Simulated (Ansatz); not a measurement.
## A series in volume scale on Sr₃Ag

Free energy against uniform scaling of the volume at fixed shape and fractions; periodic cell, basis, potentials, k mesh and filling as listed. The results are calculated, by Ansatz 0.2.0.

The cell before it is scaled or strained (space group Pm-3m, No. 221):
```
Sr3Ag
1.0
      5.4909     0.0000     0.0000
      0.0000     5.4909     0.0000
      0.0000     0.0000     5.4909
Sr Ag
3 1
Direct
  0.00000 0.50000 0.50000
  0.50000 0.00000 0.50000
  0.50000 0.50000 0.00000
  0.00000 0.00000 0.00000
```

Settings of every row: functional PBE; dispersion none; potentials PAW; wave cutoff 510 eV; density cutoff 2040 eV; k mesh 4x4x4; k shift 0x0x0; occupations cold; smearing width 0.1 eV; spin none.

Limits: coarse k mesh, up to 40 meV an atom off; the cell comes from a prototype or a list of computed structures and needn't be the stable phase.

```csv
row,volume scale,V (Å³/atom),pressure (GPa),energy above lowest point (meV/atom)
1,0.9,37.249,1.91,21.1
2,0.925,38.284,1.3,10.8
3,0.95,39.318,0.77,4.1
4,0.975,40.353,0.31,0.6
5,1,41.388,?,?
6,1.025,42.422,-0.47,1.9
7,1.05,43.457,-0.79,5.9
8,1.075,44.492,-1.08,12
9,1.1,45.526,-1.34,19.8
```

Question: what pressure should row 5 give?

Worked fit of pressure. Take u = (V_r/V)^(2/3) − 1 with V_r = 41.388 Å³ an atom, which is twice the finite (Eulerian) strain; such expansions in the strain, on which the Birch-Murnaghan equation of state is built, carry the rest volume and the bulk modulus. The shown rows have u = 0.07277, 0.05335, 0.0348, 0.01703, -0.01632, -0.032, -0.04707, -0.06155. Least squares give pressure = −0.104 + 23.12 × u + 55.4 × u² + 97 × u³ GPa; a parabola predicts inner rows, each left out in turn, worse (root mean square 0.0077 against 0.0035 GPa). All shown rows lie on it to the printed digit. The pressure vanishes at u = 0.0045, or V = 41.11 Å³ an atom, and there the bulk modulus at fixed shape and fractions is B = −V dP/dV = (2/3)(1 + u) dP/du = 15.8 GPa. The withheld row has u = 0, so the fit gives −0.104 + 23.12 × (0) + 55.4 × (0)² + 97 × (0)³ = -0.10 GPa.

The calculation gave -0.1 GPa. The fit meets it to the printed digit.

The other values of row 5: energy above lowest point 0 meV/atom.
